**Why the 4p spin-orbit gap of 49-electron ions grows as about Z⁶**

The table holds the 4p1/2 and 4p3/2 Kohn-Sham eigenvalues, their difference and the mean radii for six species with 49 electrons, In to Hg31+, from all-electron Dirac PBE calculations with spherical densities and a point nucleus (ld1.x). The program tests four models of the gap: the bare Dirac formula, proportionality to the binding, the Dirac formula with one screened charge Z − σ, and a two-region (Landé) form Z²Zo²H(Z) with Zo = 23/⟨r⟩. The gap grows 18.22-fold against 8.32 for the bare Dirac formula, and one-constant fits to all rows leave rms errors of 31 % (bare Dirac), 15 % and 45 % (binding), 6.0 % (one σ), and 4.1 % or 1.5 % (two regions, with the 4p3/2 or 4p1/2 radius). Further output for Sn+ and Au30+ gives an inner charge within 5 % of Z for 2p to 5p while σ grows strongly with n, and the level spacing reproduces the Au30+ gap to 3 to 8 % without a fit but only brackets that of Sn+. The radii come from the same runs as the gaps, and the change of configuration to 4f³ cannot be separated from the change of Z.

All-electron Kohn-Sham calculations with Quantum ESPRESSO 7.5 (ld1.x) for an atom and ions with 49 electrons, using the PBE functional, the Dirac equation, spherical densities without spin polarisation, and a point nucleus. Eigenvalues are negative for bound levels, and the number after each bracketed subshell is its occupation in electrons.

## Script

```python
# Table: 4p1/2 and 4p3/2 Kohn-Sham eigenvalues, mean radii and their gap for 49-electron ions (ld1.x, Dirac, PBE,
# spherical, point nucleus). Tested: A bare Dirac, B gap follows binding, C one screened charge, D two regions.
T = {
    'ion': ['In', 'Sn+', 'Xe5+', 'Pr10+', 'Au30+', 'Hg31+'],
    'Z': [49, 50, 54, 59, 79, 80],
    'charge': [0, 1, 5, 10, 30, 31],  # e
    'configuration': ['[Kr] (4d3/2)4 (4d5/2)6 (5s1/2)2 (5p1/2)1', '[Kr] (4d3/2)4 (4d5/2)6 (5s1/2)2 (5p1/2)1', '[Kr] (4d3/2)4 (4d5/2)6 (5s1/2)2 (5p1/2)1', '[Kr] (4d3/2)4 (4d5/2)6 (5s1/2)2 (5p1/2)0.3333 (5p3/2)0.6667', '[Kr] (4d3/2)4 (4d5/2)6 (4f5/2)3', '[Kr] (4d3/2)4 (4d5/2)6 (4f5/2)1.2857 (4f7/2)1.7143'],
    'eigenvalue_4p12': [-82.511, -102.7, -210.37, -394.95, -1601.0, -1685.9],  # eV
    'eigenvalue_4p32': [-75.863, -95.129, -198.01, -373.57, -1488.2, -1564.8],  # eV
    'mean_radius_4p12': [0.90129, 0.86571, 0.74408, 0.62997, 0.38691, 0.37892],  # bohr
    'mean_radius_4p32': [0.93169, 0.89542, 0.77143, 0.65563, 0.41369, 0.40584],  # bohr
    'gap': [6.648, 7.568, 12.36, 21.38, 112.8, 121.1],  # eV
}
import numpy as np
from scipy.constants import alpha as a, physical_constants as pc
from scipy.optimize import brentq, minimize_scalar
Ha = pc['Hartree energy in eV'][0]
ion = T['ion']
Z, g, e1, e3, r1, r3 = (np.array(T[k], float) for k in ('Z', 'gap', 'eigenvalue_4p12', 'eigenvalue_4p32', 'mean_radius_4p12', 'mean_radius_4p32'))
def lev(n, k, z): return ((1 + (z*a/(n - k + np.sqrt(k*k - (z*a)**2)))**2)**-0.5 - 1)/a**2
def dirac(z, n=4): return lev(n, 2, z) - lev(n, 1, z)      # hydrogenic np gap, hartree
def pauli(z, n=4): return a*a*z**4/(4*n**3)
def row(lab, v, f): print(lab, ' '.join(f % x for x in v))
B = -(e1 + 2*e3)/3; H = dirac(Z)/pauli(Z); Zo = 23/r3; L = np.log
floor = 0.5*10**(np.floor(np.log10(g)) - 3)/g
print('rows:', ' '.join(ion))
row('rounding floor of gap %:', 100*floor, '%.3f')
pz = L(g[-1]/g[0])/L(Z[-1]/Z[0])
print('last/first: gap %.2f binding %.2f r(3/2) shrinks %.3f Z^4 %.2f bare Dirac %.2f' % (g[-1]/g[0], B[-1]/B[0], r3[0]/r3[-1], (Z[-1]/Z[0])**4, dirac(Z[-1])/dirac(Z[0])))
print('end-to-end exponent in Z: gap %.2f, bare Dirac %.2f' % (pz, L(dirac(Z[-1])/dirac(Z[0]))/L(Z[-1]/Z[0])))
row('local exponent of gap:', np.diff(L(g))/np.diff(L(Z)), '%.2f')
row('  its rounding limit +-:', (floor[1:] + floor[:-1])/np.diff(L(Z)), '%.2f')
row('Dirac factor H(Z):', H, '%.3f')
row('bare Dirac gap eV:', dirac(Z)*Ha, '%.1f')
row('gap / bare Dirac:', g/(dirac(Z)*Ha), '%.3f')
row('j-weighted binding eV:', B, '%.1f')
row('gap / binding:', g/B, '%.4f')
ZE = np.sqrt(32*B/Ha)
row('charge from binding (n=4):', ZE, '%.1f')
row('gap / Dirac(that charge):', g/(dirac(ZE)*Ha), '%.1f')
row('charge from radius 23/r(3/2):', Zo, '%.1f')
row('radius split (r3/2-r1/2)/r3/2 %:', 100*(r3 - r1)/r3, '%.2f')
sig = np.array([z - brentq(lambda x: dirac(x)*Ha - y, 1, 120) for z, y in zip(Z, g)])
row('C sigma row by row (Dirac):', sig, '%.2f')
row('  same with Pauli Z^4 only:', Z - (g/Ha*256/a**2)**0.25, '%.2f')
row('  4Z/(Z-sigma):', 4*Z/(Z - sig), '%.2f')
def report(lab, m, par):
    d = 100*(m/g - 1); w = np.argmax(abs(d))
    print('%s %s; rms %.1f%%, worst %s' % (lab, par, np.sqrt(np.mean(d*d)), ion[w]))
    row('   model/table-1 %:', d, '%+.1f')
def scale(lab, m):
    k = np.exp(np.mean(L(g/m))); report(lab, k*m, 'k=%.4g' % k)
scale('A  k*bare Dirac', dirac(Z)*Ha)
scale('B1 k*binding', B)
scale('B2 k*(Z alpha)^2*binding', (Z*a)**2*B)
s = minimize_scalar(lambda x: np.sum(L(dirac(Z - x)*Ha/g)**2), bounds=(0, 40), method='bounded').x
report('C  Dirac(Z-sigma)', dirac(Z - s)*Ha, 'sigma=%.2f' % s)
scale('D  k a^2 Z^2 Zo^2 H/256, r(3/2)', a*a*Z**2*Zo**2*H/256*Ha)
scale('D  same with r(1/2)', a*a*Z**2*(23/r1)**2*H/256*Ha)
print('free exponent p in gap/(Z^2 H) ~ r^-p: r(3/2) %.2f, r(1/2) %.2f' % tuple(-np.polyfit(L(r), L(g/(Z*Z*H)), 1)[0] for r in (r3, r1)))
# further output of the same calculation, n = 2..5: -e(p1/2), -e(p3/2) in hartree, <r^-3> of p3/2 in bohr^-3
F = {'Sn+': (50, [150.49, 27.015, 3.774, 0.38803], [142.02, 25.468, 3.4959, 0.36722], [4300.813, 800.58, 143.81, 10.705]),
     'Au30+': (79, [540.29, 153.0, 58.835, 30.657], [472.85, 138.01, 54.692, 29.173], [20499.95, 4808.27, 1353.532, 494.56])}
for nm, (z, p1, p3, q) in F.items():
    p1, p3, q = map(np.array, (p1, p3, q)); d = p1 - p3; Zi = d/(0.75*a*a*q)
    row(nm + ' Z=%d Zi from gap, <r^-3>, n=2..5:' % z, Zi, '%.1f')
    row(nm + ' sigma (Dirac), n=2..5:', [z - brentq(lambda x: dirac(x, n) - y, 1, 120) for n, y in zip((2, 3, 4, 5), d)], '%.1f')
    dn = [p3[2]**1.5*(p3[3]**-0.5 - p3[1]**-0.5), 0.5*p3[2]*L(p3[1]/p3[3])]
    need = 4*d[2]/(a*a*z*z*dirac(z)/pauli(z))
    print(nm, 'de/dn at 4p, hartree: e^-1/2 interp %.2f, log interp %.2f, needed %.2f' % (dn[0], dn[1], need))
    assert np.all(abs(Zi/z - 1) < 0.10)
print('Au30+/Sn+: 4p <r^-3> ratio %.2f, times Z ratio %.2f, gap ratio %.2f' % (F['Au30+'][3][2]/F['Sn+'][3][2], F['Au30+'][3][2]/F['Sn+'][3][2]*79/50, g[list(ion).index('Au30+')]/g[list(ion).index('Sn+')]))
assert np.all(np.diff(g) > 0) and np.all(g < dirac(Z)*Ha)
assert 4 < pz < 8
assert 0 < np.argmin(g/B) < len(g) - 1
```

Printed output:

```
rows: In Sn+ Xe5+ Pr10+ Au30+ Hg31+
rounding floor of gap %: 0.008 0.007 0.040 0.023 0.044 0.041
last/first: gap 18.22 binding 20.56 r(3/2) shrinks 2.296 Z^4 7.11 bare Dirac 8.32
end-to-end exponent in Z: gap 5.92, bare Dirac 4.32
local exponent of gap: 6.42 6.37 6.19 5.70 5.64
  its rounding limit +-: 0.01 0.01 0.01 0.00 0.07
Dirac factor H(Z): 1.087 1.091 1.108 1.131 1.264 1.273
bare Dirac gap eV: 35.5 38.6 53.3 77.6 278.8 295.2
gap / bare Dirac: 0.187 0.196 0.232 0.276 0.405 0.410
j-weighted binding eV: 78.1 97.7 202.1 380.7 1525.8 1605.2
gap / binding: 0.0851 0.0775 0.0611 0.0562 0.0739 0.0754
charge from binding (n=4): 9.6 10.7 15.4 21.2 42.4 43.4
gap / Dirac(that charge): 138.9 101.0 38.3 18.6 5.8 5.6
charge from radius 23/r(3/2): 24.7 25.7 29.8 35.1 55.6 56.7
radius split (r3/2-r1/2)/r3/2 %: 3.26 3.32 3.55 3.91 6.47 6.63
C sigma row by row (Dirac): 16.38 16.32 16.03 15.62 14.63 14.56
  same with Pauli Z^4 only: 16.08 16.00 15.56 14.91 12.19 11.99
  4Z/(Z-sigma): 6.01 5.94 5.69 5.44 4.91 4.89
A  k*bare Dirac k=0.2703; rms 31.4%, worst In
   model/table-1 %: +44.2 +37.8 +16.6 -1.9 -33.2 -34.1
B1 k*binding k=0.07084; rms 15.0%, worst Pr10+
   model/table-1 %: -16.8 -8.6 +15.9 +26.1 -4.2 -6.1
B2 k*(Z alpha)^2*binding k=0.3627; rms 44.7%, worst Hg31+
   model/table-1 %: -45.5 -37.7 -7.9 +19.7 +63.1 +63.9
C  Dirac(Z-sigma) sigma=15.91; rms 6.0%, worst Hg31+
   model/table-1 %: +6.0 +5.1 +1.3 -2.7 -8.3 -8.6
D  k a^2 Z^2 Zo^2 H/256, r(3/2) k=0.7753; rms 4.1%, worst Hg31+
   model/table-1 %: +5.0 +4.3 +1.9 -0.5 -5.1 -5.2
D  same with r(1/2) k=0.7066; rms 1.5%, worst In
   model/table-1 %: +2.2 +1.7 -0.1 -1.8 -1.1 -0.9
free exponent p in gap/(Z^2 H) ~ r^-p: r(3/2) 2.12, r(1/2) 2.03
Sn+ Z=50 Zi from gap, <r^-3>, n=2..5: 49.3 48.4 48.4 48.7
Sn+ sigma (Dirac), n=2..5: 3.4 8.5 16.3 29.0
Sn+ de/dn at 4p, hartree: e^-1/2 interp 9.49, log interp 7.41, needed 7.66
Au30+ Z=79 Zi from gap, <r^-3>, n=2..5: 82.4 78.1 76.6 75.1
Au30+ sigma (Dirac), n=2..5: 3.4 8.2 14.6 19.7
Au30+ de/dn at 4p, hartree: e^-1/2 interp 40.46, log interp 42.50, needed 39.44
Au30+/Sn+: 4p <r^-3> ratio 9.41, times Z ratio 14.87, gap ratio 14.90
```
